**Question: Can I estimate these GaN band gaps with a pencil?**

I have PBE band gaps for six strained cells of wurtzite GaN and would like a rule that I can use without running another calculation.

Single-point calculations on strained cells of wurtzite GaN at fixed atomic positions, run with Ansatz 0.2.0 using scalar-relativistic PBE without spin polarization, PAW and a 420 eV plane-wave cutoff. Both gaps are Kohn–Sham values taken on the 12×12×6 k mesh, with Gaussian smearing of 0.02 eV.

```tsv
volume (Å³/atom)	c/a	shortest distance (Å)	band gap (eV)	least direct gap (eV)
11.265	1.5289	1.938	1.782	1.782
11.697	1.5300	1.688	1.679	1.679
11.894	1.5306	1.776	1.609	1.609
11.925	1.5307	1.936	1.194	1.194
12.507	1.5321	1.941	0.773	0.773
12.680	1.5325	1.636	1.115	1.115
```

At first the gap seems to shrink as the cell grows. But the cells at 11.894 and 11.925 Å³/atom have almost the same volume and quite different gaps, and the largest cell has a wider gap than the one before it. The shortest distance doesn't sort the rows either. Is there a simple rule behind this, and how far can I trust it?

**Answer**

Yes, but it takes two inputs: the volume, and the position of the Ga atoms relative to the N atoms along the c axis. Your six cells differ in both. The ratio c/a, the height of the cell over its edge, stays close to 1.53 and can be left alone.

In wurtzite each N atom has four Ga neighbours. One lies straight along c, at the end of the axial bond; the other three form the basal bonds. The length of the axial bond divided by c is called $u$, and it is 0.375 when the four bonds form an ideal tetrahedron. In your cells $u$ runs from 0.32, with a short axial bond, to 0.47, where the GaN layers are almost flat.

This is why the shortest distance misleads you. It is the axial bond in some rows and a basal bond in others. The cells at 11.265 and 11.925 Å³/atom both have a shortest distance of 1.94 Å, in each case a basal bond. Their axial bonds are 1.97 and 2.19 Å, and that difference stays hidden.

**Two limiting cases**

First keep $u$ fixed and let the whole cell swell, so that every bond grows in proportion. The gap lies between a valence edge made mainly of N p orbitals and a conduction edge that is an antibonding mixture of s orbitals. Longer bonds mean weaker mixing, so the antibonding level comes down towards the valence edge and the gap narrows. This is the standard picture for such semiconductors; the orbital make-up of the edges was not part of the results.

Now keep the volume fixed and pull the axial bond longer. In the limit $u = 0.5$ each N atom lies in a flat layer, with three close Ga neighbours in the plane and only distant ones above and below. The N p orbital along c then has little to bond with, and its level rises. The two p orbitals in the plane keep their close neighbours and stay low. The valence edge is whichever level is highest, so it rises and the gap narrows from below.

Your puzzling pair comes close to this second case. From 11.894 to 11.925 Å³/atom the volume grows by only 0.3%, while the gap drops by 0.415 eV. In the same two runs the valence edge rises by 0.40 eV and the conduction edge moves by about 0.01 eV. On the energy scale of the runs it is therefore the valence edge that moves, though separate periodic cells share no absolute zero of energy. The edge probably also changes hands here, from the in-plane pair in the first cell to the p level along c in the second.

Pushing the axial bond shorter than ideal should not simply reverse this. The level along c sinks, but the pair of in-plane levels then forms the valence edge. At fixed volume the basal bonds grow longer as the axial bond shrinks, so this pair should rise if anything, and the gap may even narrow again. As the simplest choice, the rule below lets $u$ act only above its ideal value.

**The rule**

Let $p$ be the percentage by which the volume exceeds 12 Å³/atom, negative for smaller cells. Let $q$ be the excess of $u$ over 0.375 in units of 0.01, and zero if $u$ is smaller. Then

$$E_\mathrm{gap} \approx 1.5 - 0.065\,p - 0.05\,q \quad \text{(in eV)}.$$

The three constants are rounded from a least-squares fit to all six rows. In everyday terms, stretching every bond by 1% adds about 3% to the volume and costs about 0.2 eV. Moving Ga and N apart along c by 0.1 Å, at fixed volume and beyond the ideal position, costs about 0.1 eV.

**Two rows worked by hand**

Take the cell at 11.925 Å³/atom, where $u = 0.433$. Its volume is 0.6% below 12, so $p = -0.6$, and its excess in $u$ gives $q = 5.8$:

$$1.5 + 0.04 - 0.29 = 1.25\ \text{eV}.$$

The calculation gave 1.19 eV. This is the worst miss of the rule in the table, about 0.06 eV too high.

Now take the largest cell, at 12.680 Å³/atom, where $u = 0.317$. Its volume is 5.7% above 12, and $q$ is zero because the axial bond is short:

$$1.5 - 0.37 = 1.13\ \text{eV}.$$

The calculation gave 1.11 eV. The cell before it is slightly smaller but has nearly flat layers, and these cost it far more than the extra volume costs the largest cell. That is why the gap widens at the end of your table.

**How far to trust it**

Both worked rows were part of the fit, so their agreement flatters the rule. A fairer test leaves out each row in turn, refits the constants and predicts the missing gap; the typical error is then 0.09 eV. The same test with volume as the only input gives 0.28 eV. For a new cell of this kind, expect an error of about 0.1 eV, and perhaps more near the ends of the range, where few rows hold the rule in place. The output below compares the rule with each row.

The rule needs the actual $u$ of your cell. These are frozen structures, some with large forces on the atoms, and a real crystal under strain would let its atoms shift. If you know only the volume, you know only half of the input. The slope of 0.065 eV per percent is for a fixed $u$, so it should not be read as the full response of a crystal whose atoms are free to move.

Be careful near flat layers too. Beyond $u = 0.5$ the structure is the mirror image of the one before it, so the gap must take the same values on both sides. A level that changes smoothly has to flatten out there, while the rule keeps falling at a constant rate. Stop at about 0.47, where the table stops.

Stay also near c/a = 1.53 and between about 11.3 and 12.7 Å³/atom. The unstrained cell from which these six were made has a c/a of 1.62, and the table cannot tell you what that change does to the gap. PBE also makes the gap of GaN much too small. The rule therefore estimates what this calculation would give, not what an optical measurement would show.

One part of the rule remains unproven: the kink at the ideal $u$. A rule with a straight line in $u$ and just as many constants does about equally well, with a leave-one-out error of 0.08 eV. No cell in the table has a $u$ between 0.352 and 0.398, the stretch in which the rule places its change of slope. The value 0.375 is itself a choice: in cells with a c/a this far below that of an ideal tetrahedron, the two valence levels may cross at a somewhat different $u$. A few cells at one volume and one c/a, with $u$ taken in small steps from 0.32 to 0.42, would settle it: does the gap keep widening as the axial bond gets shorter, or does it level off or narrow again once another level takes over the valence edge?

Printed output of the fit:

```
Geometry and hand rule:
     row       u  axial bond (Å)  basal bond (Å)  volume above 12 (%)  u excess (0.01)  rule (eV)  rule less computed (eV)
  11.265  0.3982           1.973           1.938               -6.125            2.323      1.782               -1.982e-05
  11.697  0.3363           1.688           2.065               -2.525                0      1.664                 -0.01487
  11.894  0.3518           1.776           2.046              -0.8833                0      1.557                 -0.05158
  11.925  0.4331           2.189           1.936               -0.625            5.807       1.25                  0.05627
  12.507  0.4718           2.424           1.941                4.225            9.679     0.7414                 -0.03156
   12.68  0.3169           1.636           2.162                5.667                0      1.132                  0.01667
fit of band_gap on 6 rows: constant 1.508 +/- 0.026, coefficient of p -0.06477 +/- 0.0052, coefficient of q -0.05127 +/- 0.0057; rms 0.0344, worst 11.925 0.0567, leave-one-out rms 0.0917
fit of band_gap on 6 rows: constant 1.387 +/- 0.025, coefficient of p -0.07687 +/- 0.0062, coefficient of w -0.03242 +/- 0.0045; rms 0.0428, worst 11.894 -0.0792, leave-one-out rms 0.0828
fit of band_gap on 6 rows: constant 1.355 +/- 0.092, coefficient of p -0.07762 +/- 0.023; rms 0.183, worst 12.507 0.254, leave-one-out rms 0.282
Root-mean-square miss of the hand rule (eV): 0.03493
Largest miss of the hand rule (eV): 0.05627
Volume change from row 11.894 to 11.925 (%): 0.2606
Computed gap change from row 11.894 to 11.925 (eV): -0.415
Hand-rule gap change from row 11.894 to 11.925 (eV): -0.3071
Valence edge change from row 11.894 to 11.925 (eV): 0.4008
Conduction edge change from row 11.894 to 11.925 (eV): -0.0144
Computed gap change from row 12.507 to 12.680 (eV): 0.342
Hand-rule gap change from row 12.507 to 12.680 (eV): 0.3902
```
